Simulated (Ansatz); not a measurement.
## C2H8OSi: which of these isomers lies lowest?

3 of its isomers, all singlets with charge 0: A = `CC[SiH2]O`; B = `CCO[SiH3]`; C = `CO[SiH2]C`.

Shapes, held fixed at every level: PBE0-D4/def2-TZVP. Flexible molecules stand in one conformer, not always the lowest. Programs: Ansatz 0.2.0.

A:

```xyz
12

C    -1.4620   -0.3151   -0.1304
C    -0.1931   -0.5952    0.6706
Si    1.3481    0.1382   -0.0886
O     1.2580    1.7827   -0.2296
H    -1.3847   -0.7013   -1.1508
H    -1.6591    0.7583   -0.1987
H    -2.3414   -0.7753    0.3268
H    -0.2921   -0.2109    1.6917
H    -0.0311   -1.6758    0.7672
H     1.5558   -0.4735   -1.4355
H     2.5306   -0.1249    0.7691
H     0.7481    2.1376   -0.9579
```

B:

```xyz
12

C     0.1315    1.7657    0.7490
C    -0.4077    0.5550    0.0304
O     0.5559   -0.4814    0.0701
Si    0.2971   -1.9484   -0.6199
H     1.0503    2.1146    0.2738
H    -0.6000    2.5771    0.7285
H     0.3537    1.5248    1.7903
H    -0.6428    0.8054   -1.0130
H    -1.3394    0.2157    0.5033
H     0.0562   -1.8135   -2.0847
H    -0.8930   -2.6166   -0.0209
H     1.5151   -2.7537   -0.3731
```

C:

```xyz
12

C     0.0909    1.5995   -1.0107
O     0.7153    0.3403   -1.0463
Si    0.8131   -0.6473    0.2669
C    -0.8542   -1.2770    0.8134
H     0.3065    2.1180   -1.9468
H     0.4644    2.2144   -0.1822
H    -0.9972    1.5081   -0.9115
H     1.4431    0.0964    1.3985
H     1.6917   -1.7679   -0.1488
H    -1.5088   -0.4600    1.1272
H    -0.7373   -1.9538    1.6647
H    -1.3505   -1.8257    0.0095
```

Electronic energies in kJ/mol, without zero-point or thermal terms.

(1) From chemical knowledge, estimate the order of stability.

Answers

(1) A < C < B in rising energy, over a span of 78 kJ/mol, by CCSD(T)/CBS estimate. All levels agree on that. The B − A difference spans +49.2 to +81.0 kJ/mol over the levels. The CBS estimate extrapolates MP2 from def2-TZVPP and def2-QZVPP and adds CCSD(T) − MP2 in the triple-zeta set, cores frozen.

| level | kind | B − A | C − A |
| --- | --- | --- | --- |
| HF/def2-SVP | Hartree–Fock | +49.2 | +27.3 |
| SPW92/def2-TZVPP | LDA | +75.1 | +43.1 |
| wB97X-V/def2-TZVPP | range-separated hybrid | +71.3 | +38.7 |
| B2PLYP/def2-TZVPP | double hybrid | +72.2 | +39.2 |
| MP2/def2-TZVPP | perturbation theory | +81.0 | +47.1 |
| CCSD(T)/def2-TZVPP | coupled cluster or CI | +74.7 | +42.5 |
| CCSD(T)/CBS estimate | coupled cluster or CI | +78.1 | +44.5 |

Ethylsilanol lies lowest, methoxy(methyl)silane next and ethoxysilane highest. All three keep the strong, polar Si–O bond, so the order depends on how the remaining bonds are shared out. Going from A to C trades an O–H and a C–C bond for a C–O and a C–H bond, and the loss of the strong O–H bond is probably the main cost. Going on from C to B gives up Si–C and C–H for C–C and Si–H; hydrogen moves, in effect, from carbon to silicon, where it is bound more weakly.

Hartree–Fock in the small basis gives the right order but clearly too narrow gaps, and missing correlation and the limited basis may both contribute. In the same triple-zeta basis, MP2 overshoots coupled cluster for both differences. The gaps are large compared with usual conformational energies in such short chains, so the order probably doesn't depend on the conformers chosen. The silanol's low energy relative to its isomers doesn't imply resistance to condensation into a siloxane and water.
